**Which frontier levels of a silylated naphthoquinone belong to the π system?**

A flat conjugated molecule invites the guess that its frontier orbitals are all π orbitals and follow one pattern. This one is 1,4-naphthoquinone with two trimethylsilyl groups on the benzo ring, treated with the PBE functional. The last column of the table is the share of each orbital held by its heaviest single atom.

PySCF 2.14.0, density-fitted Kohn–Sham DFT at the PBE/6-31G(d) level for neutral, singlet 6,7-bis(trimethylsilyl)-1,4-naphthoquinone in the gas phase. The geometry is a GFN2-xTB molecular dynamics frame (300 fs, 200 K), and atom weights come from Löwdin populations.

```tsv
row	orbital energy (eV)	orbital label	orbital largest atom weight
1	-6.550	HOMO-4	0.260
2	-6.330	HOMO-3	0.200
3	-6.210	HOMO-2	0.170
4	-5.840	HOMO-1	0.370
5	-5.600	HOMO	0.340
6	-3.670	LUMO	0.170
7	-1.830	LUMO+1	0.240
8	-1.630	LUMO+2	0.170
9	0.410	LUMO+3	0.190
```

The filled levels lie close together, while the empty ones come as a single level, a close pair and another single level. The LUMO is 1.84 eV below LUMO+1, and only 0.20 eV separates LUMO+1 from LUMO+2. A π model should explain this grouping before any row is called an exception.

**The model.** Hückel theory gives every carbon the energy $\alpha$ and every pair of bonded neighbours the coupling $\beta$. Oxygen gets simple values: site energy $\alpha+\beta$ and coupling $\beta$ to its carbon. The levels are then $E=\alpha+x\beta$, where $x$ is a pure number fixed by the bonding pattern. Since $\beta$ is negative, a smaller $x$ means a higher level.

An ideal molecule has a mirror plane that exchanges the two carbonyl groups, so each π orbital either keeps or changes its sign across it. Only orbitals of the same kind mix. Benzene is the useful comparison: its lowest empty level is a degenerate pair at $x=-1$, with one member of each kind. LUMO+1 and LUMO+2 descend from this pair, which is why they lie close together.

**Why the LUMO stands alone.** The two empty C=O π* orbitals form one combination of each kind. The sign-changing one meets the π* orbital of the quinone C=C bond, which also changes sign, and their bonding mixture across the C–C single bonds drops in energy. A small further drop from mixing with the benzo ring brings it to $x=0.13$. This is the LUMO. In an electron-accepting organic semiconductor an added electron would therefore go mainly to the quinone part, although the orbital energy is not an electron affinity.

The sign-keeping combination finds the filled C=C π orbital instead, which pushes it up, and mixing with the benzo ring raises it further. It ends as LUMO+3, with its main weight on the carbonyl carbons. That level is unbound, and its energy depends on the small basis, so its height deserves less trust than its shape.

**One level worked by hand.** LUMO+2 needs no computer. The sign-changing benzene orbital lives on four ring atoms and has $x=-1$; the quinone C=C π* orbital lives on two atoms and also has $x=-1$. Give them equal and opposite amplitudes on the two neighbours of each carbonyl carbon, and their pulls on that carbon cancel. The carbonyl groups stay empty, the level remains at $x=-1$, and six carbons share the orbital equally.

Each of them should hold $1/6\approx0.17$, and the table has 0.17. No constant was fitted to obtain this share. Here the benzene comparison reaches its limit, because a third of the modelled orbital lies on the quinone C=C bond. The other three empty orbitals agree with the model's largest shares to within 0.04, and the atom weights of the same calculation put them on the predicted kinds of atom.

Energies do need fitted constants. A straight line in $x$ was fitted to the five clearly π rows, HOMO-3 and the four empty levels; the output is printed below. For LUMO+2, which was part of the fit, it gives $-3.68+2.54=-1.14$ eV, against $-1.63$ eV in the table. The typical miss is 0.3 eV, so the model explains the grouping of the levels but not their fine spacing. A rough correction for overlap between neighbouring atoms made the fit worse.

**The rows that break the pattern.** The fitted line puts the top of the filled π levels at $-6.23$ eV. HOMO-1 lies 0.39 eV above this edge and the HOMO 0.63 eV above it. The fitted rows themselves miss the line by up to 0.49 eV, so energy alone would not settle the matter.

The character of the orbitals does. The two oxygens together hold 0.61 of the HOMO and 0.71 of HOMO-1, as befits oxygen lone pairs. These point along the molecular plane, where the π system has almost nothing to mix with. The two lowest excitations, from the HOMO and from HOMO-1 to the LUMO, are both at least eighty times weaker than the third, which starts mainly from HOMO-2; such weakness is typical of a lone-pair to π* transition.

HOMO-4 breaks the pattern on the other side, 0.32 eV below the edge. Its weight sits on one trimethylsilyl group, which makes it a Si–C σ orbital. HOMO-2 is a mixed case: two silyl methyl carbons hold 0.30 of it, so it was left out of the fit, although it falls on the line.

The model also fails within the filled π set. It stacks three levels at $x=1$, but only HOMO-3 and the mixed HOMO-2 are found near that energy. The third must lie deeper than HOMO-4. The stacking comes partly from the choice of oxygen site energy, which coincides with the filled levels of benzene and of the C=C bond.

**A miss inside the π set.** Among the fitted rows LUMO+2 strays furthest, 0.49 eV below the line. With a typical miss of 0.3 eV this is no proven break, and the simple model may be all that is at fault: it uses one $\beta$ for short and long bonds alike and leaves out the electrostatic pull of the carbonyl groups on nearby carbons. Mixing with empty Si–C σ* orbitals could also pull the level down. The two silicon-bearing ring carbons hold 0.31 of this orbital and clearly less of LUMO+1. This remains a guess without the same molecule free of silicon, and the geometry is a thermally distorted snapshot from tight-binding molecular dynamics, which can also shift a close pair by a little.

**What the lone pairs do to the gap.** The HOMO–LUMO separation of 1.93 eV runs from oxygen lone pairs to the quinone π* orbital. Starting from HOMO-2, the highest level with ring π character, it would be 2.54 eV. With the lone pairs on top, the gap is thus 0.61 eV smaller than the separation counted from that ring level.

That figure rests on the functional. PBE leaves part of each electron's repulsion with itself in place, and this raises compact lone pairs more than spread π orbitals. The open question is whether the lone pairs would still lie on top with a functional that contains exact exchange, at this same geometry.

The analysis program printed:

```
fit of orbital_energy on 5 rows (pirow > 0): constant -3.684 +/- 0.21, coefficient of level -2.544 +/- 0.21; rms 0.323, worst 8 0.49, leave-one-out rms 0.521
  rows outside the fit (model, value, miss): 1 -6.228, -6.55, 0.322; 3 -6.228, -6.21, -0.0181; 4 -6.228, -5.84, -0.388; 5 -6.228, -5.6, -0.628
fit of orbital_energy on 5 rows (pirow > 0): constant -4.101 +/- 0.32, coefficient of lap -2.023 +/- 0.24; rms 0.455, worst 6 -0.692, leave-one-out rms 0.867
  rows outside the fit (model, value, miss): 1 -5.72, -6.55, 0.83; 3 -5.72, -6.21, 0.49; 4 -5.72, -5.84, 0.12; 5 -5.72, -5.6, -0.12
Levels and Hueckel line:
  row  step from row before (eV)        x  model (eV)  table minus model (eV)
    1                        n/a        1      -6.228                 -0.3219
    2                       0.22        1      -6.228                 -0.1019
    3                       0.12        1      -6.228                  0.0181
    4                       0.37        1      -6.228                  0.3881
    5                       0.24        1      -6.228                  0.6281
    6                       1.93   0.1334      -4.023                  0.3534
    7                       1.84  -0.7775      -1.706                  -0.124
    8                        0.2       -1       -1.14                 -0.4901
    9                       2.04   -1.467     0.04748                  0.3625
Model largest atomic share in LUMO (each oxygen): 0.1755
Model largest atomic share in LUMO+1 (each ring CH carbon): 0.2517
Model largest atomic share in LUMO+2 (six equal carbons): 0.1667
Model largest atomic share in LUMO+3 (each carbonyl carbon): 0.2269
Largest miss of the four model shares: 0.03689
Separation HOMO-2 to LUMO (eV): 2.54
Share of both oxygens in HOMO: 0.607
Share of both oxygens in HOMO-1: 0.707
Share of two silyl methyl carbons in HOMO-2: 0.298
Share of the two silicon-bearing ring carbons in LUMO+2: 0.312
Oscillator strength of third excitation over first: 81.79
```
